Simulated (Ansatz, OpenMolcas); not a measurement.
# C2H5ClSi (SMILES ClC1C[SiH2]1): the energy, rung by rung

The species is C2H5ClSi (9 atoms), meant as a singlet with charge 0. As SMILES, `ClC1C[SiH2]1`. The shape is that of a PBE0-D4/def2-TZVP optimisation.

```xyz
9

Cl   -0.6102   -0.4166   -2.2543
C    -0.4426    0.3735   -0.6899
C     0.9304    0.3051   -0.0143
Si   -0.4175   -0.5751    0.9039
H    -0.8996    1.3566   -0.7145
H     1.6593   -0.3223   -0.5182
H     1.3457    1.2489    0.3241
H    -0.4528   -2.0481    0.8387
H    -1.0239    0.0318    2.1073
```

Quantity: the energy change with the C2–H5 bond stretched from 1.084 to 1.410 Å, in eV. The values are calculated.

```tsv
level	kind	program	value (eV)	CPU time (all runs)
PBE/def2-SVP (restricted)	GGA	Ansatz	0.86	9 s
M06-2X/def2-SVP (restricted)	hybrid meta-GGA	OpenMolcas	1.00	57 s
PBE0/def2-SVP (restricted)	global hybrid	OpenMolcas	0.97	42 s
r2SCAN0/def2-SVP (restricted)	hybrid meta-GGA	Ansatz	1.02	18 s
CAM-B3LYP/def2-SVP (restricted)	range-separated hybrid	Ansatz	0.98	13 s
HSE06/def2-SVP (restricted)	range-separated hybrid	Ansatz	0.97	12 s
MP2/def2-SVP (restricted)	perturbation theory	OpenMolcas	1.00	11 s
BCCD(T)/def2-SVP (restricted)	coupled cluster or CI	Ansatz	0.95	39 s
```

The first shape isn't each level's own minimum. The values span 0.86 to 1.02 eV. In so small a basis fixed costs decide the times, and correlated methods can beat functionals. Times are those of the runs behind each value, whatever else they computed, on shared processors of several kinds: orders of magnitude only.

Stretching this C–H bond costs close to an electronvolt at every level, as expected for a strong, localised σ bond: the overlap of the carbon hybrid with hydrogen 1s falls, and the σ–σ* gap narrows, but the electron pair is still far from being uncoupled. PBE gives the softest bond, at 0.86 eV, below the BCCD(T) value of 0.95 eV, while all the hybrids and MP2 lie above it. The step from PBE to PBE0, at 0.97 eV, shows the effect of mixing in exact exchange, probably because semilocal exchange favours the stretched, more diffuse electron pair too much. HSE06 matches PBE0 to the digits given, so exchange at long range hardly matters for such a local distortion. The choice between a pure GGA and a hybrid therefore matters more here than the choice among the hybrids. Their finer ranking against coupled cluster remains open, since correlation energies converge more slowly with basis size than density-functional ones and the reference itself could shift by a comparable amount.
